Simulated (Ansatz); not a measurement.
# PNH4 (SMILES N=[PH3]): methods side by side

PNH4 has 6 atoms, charge 0, and is taken as a singlet. SMILES: `N=[PH3]`. Geometry: relaxed at GFN2-xTB.

| atom | x (Å) | y (Å) | z (Å) |
| --- | --- | --- | --- |
| N | 0.6145 | -0.7126 | 0.8681 |
| P | -0.1568 | 0.2251 | -0.0815 |
| H | 1.0353 | -1.5193 | 0.4338 |
| H | -1.2997 | -0.1796 | -0.7813 |
| H | 0.4653 | 0.9308 | -1.1183 |
| H | -0.6585 | 1.2556 | 0.6793 |

Quantity: the energy change with the N1–P2 bond stretched from 1.541 to 1.927 Å, in eV. The values are calculated.

```tsv
level	kind	program	value (eV)	less CCSDT/STO-3G	CPU time (all runs)
HF/STO-3G (restricted)	Hartree–Fock	Ansatz	-0.02	-0.21	0.28 s
BLYP/STO-3G (restricted)	GGA	Ansatz	0.38	+0.19	2.5 s
r2SCAN/STO-3G (restricted)	meta-GGA	Ansatz	0.60	+0.41	4.9 s
BHLYP/STO-3G (restricted)	global hybrid	Ansatz	0.35	+0.16	2.1 s
HSE06/STO-3G (restricted)	range-separated hybrid	Ansatz	0.56	+0.37	3.5 s
wB97X/STO-3G (restricted)	range-separated hybrid	Ansatz	0.50	+0.31	11 s
RPA@PBE/STO-3G (restricted)	RPA	Ansatz	0.09	-0.10	4.2 s
MP2/STO-3G (restricted)	perturbation theory	Ansatz	0.33	+0.14	0.32 s
BCCD(T)/STO-3G (restricted)	coupled cluster or CI	Ansatz	0.19	0.00	0.54 s
CCSDT/STO-3G (restricted)	coupled cluster or CI	Ansatz	0.19	0.00	0.8 s
```

Differences are taken from CCSDT/STO-3G (restricted) for orientation; it has basis-set and higher-order errors of its own. Its T1 diagnostic reaches 0.020, a sign that one reference may not serve. The first shape isn't each level's own minimum. The values span -0.02 to 0.60 eV. All rows use very small basis sets, so even the best lies far from the true value. CPU times are rough (shared hosts, several kinds of processor): they show what a rung costs within a factor of a few.

Stretching the P–N bond costs just 0.19 eV with CCSDT, and Hartree–Fock even places the longer geometry marginally lower. This is far too soft for an iminophosphorane, whose short, strong bond combines a σ bond with P⁺–N⁻ attraction and donation from the nitrogen lone pairs into P–H σ* orbitals. The likely cause is the absence of d polarization functions on phosphorus, which are needed to describe this back-donation and the polarization of the bond, though not as evidence of true d-orbital valence. The minimal basis therefore probably favours an overly long bond, so that much of the stretch relieves compression.

Every correlated wavefunction result lies above Hartree–Fock, so correlation here favours the shorter geometry, contrary to its usual role in bond breaking. MP2 overshoots this effect, while the match between BCCD(T) and CCSDT suggests that perturbative triples suffice within this orbital space. The density functionals all give a stiffer response than CCSDT, but that doesn't make them less accurate for the real molecule. Nor does the energy change measure the bond's dissociation energy.
